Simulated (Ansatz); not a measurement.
# PbSe: the change of energy above lowest point with volume scale

All results are calculated (Ansatz 0.2.0). Free energy against uniform scaling of the volume at fixed shape and fractions; periodic cell, basis, potentials, k mesh and filling as listed.

The cell before it is scaled or strained (space group Fm-3m, No. 225):
```
cell vectors (Å)
   0.0000     3.0606     3.0606
   3.0606     0.0000     3.0606
   3.0606     3.0606     0.0000
atoms (fractions of the cell vectors)
Pb  0.00000  0.00000  0.00000
Se  0.50000  0.50000  0.50000
```

Settings of every row: functional PBE; dispersion D3(BJ)+ATM; accuracy medium; potentials PAW; wave cutoff 476.2 eV; density cutoff 1904.8 eV; k mesh 5x5x5; k shift 0x0x0; occupations gaussian; smearing width 0.1 eV; spin none; xc grid level 3.

Limits: no spin-orbit coupling, which can matter with elements this heavy.

```
row  volume scale  V (Å³/atom)  energy above lowest point (meV/atom)
  1          0.92       26.376                                  39.9
  2        0.9467       27.141                                  18.1
  3        0.9733       27.904                                     ?
  4             1       28.669                                     0
  5        1.0267       29.435                                   1.5
  6        1.0533       30.198                                   8.7
  7          1.08       30.963                                  20.4
```

Question: what energy above lowest point should row 3 give?

Worked fit of energy above lowest point. Take u = (V_r/V)^(2/3) − 1 with V_r = 29.052 Å³ an atom, which is twice the finite (Eulerian) strain; such expansions in the strain, on which the Birch-Murnaghan equation of state is built, carry the rest volume and the bulk modulus. The shown rows have u = 0.06654, 0.04641, 0.00889, -0.00869, -0.02546, -0.04158. Least squares give energy above lowest point = −0.02 − 75.2 × u + 10118 × u² meV/atom; a straight line predicts inner rows, each left out in turn, worse (root mean square 11 against 0.26 meV/atom). The rows lie off it by 0.1, -0.2, -0.1, 0.1, 0.2, -0.2. Its lowest point lies at u = 0.0037, or V = 28.89 Å³ an atom, and the curvature there gives the bulk modulus at fixed shape and fractions, B = (4/9)(1 + u)² E″(u)/V = 50.2 GPa. The withheld row has u = 0.02724, so the fit gives −0.02 − 75.2 × (0.02724) + 10118 × (0.02724)² = 5.4 meV/atom.

The calculation gave 5.2 meV/atom. The fit lies 0.2 meV/atom (3.8 % of the value, 0.5 % of the column's range) above it; its largest miss of a shown row is 0.2 meV/atom.
